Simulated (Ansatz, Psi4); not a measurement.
## C2F6 (SMILES FC(F)(F)C(F)(F)F): methods side by side

C2F6, singlet, SMILES `FC(F)(F)C(F)(F)F`. Each level relaxes the structure for itself.

Quantity: the highest harmonic wavenumber at each level's own minimum, in cm⁻¹. The values are calculated.

```csv
level,kind,program,value (cm⁻¹)
HF/STO-3G,Hartree–Fock,Ansatz,1551
HF/3-21G,Hartree–Fock,Ansatz,1537
HF/6-31G* (Cartesian functions),Hartree–Fock,Ansatz,1627
PBE/def2-SVP,GGA,Ansatz,1378
r2SCAN-D4/def2-SVP (density fitting),meta-GGA,Psi4,1442
B3LYP/6-31G* (Cartesian functions),global hybrid,Ansatz,1425
PBE0-D4/def2-TZVP,global hybrid,Ansatz,1426
MP2/6-31G* (Cartesian functions),perturbation theory,Ansatz,1500
```

Harmonic and unscaled. The values span 1378 to 1627 cm⁻¹.

The cleanest comparison is within 6-31G*, where the highest wavenumber falls from 1627 cm⁻¹ with Hartree–Fock to 1500 with MP2 and 1425 with B3LYP. Without correlation, antibonding configurations are missing from the wavefunction, so the bonds resist stretching too strongly. MP2 removes part of that stiffness, and B3LYP gives a softer mode still. The mode is probably the totally symmetric one that mixes C–C stretching with motion of the CF₃ groups, so its position reflects the carbon–carbon bond as well as the C–F bonds.

Basis set matters too: the Hartree–Fock values do not change monotonically from STO-3G through 3-21G to 6-31G*, so the lower results in the small sets are no sign of a better description. Nor does exact exchange alone order the density functionals, since r2SCAN-D4 lies above both hybrids while PBE lies lowest. The near coincidence of B3LYP and PBE0-D4 may owe something to compensating functional and basis effects. A single mode cannot show whether the rest of the spectrum shifts in the same way.
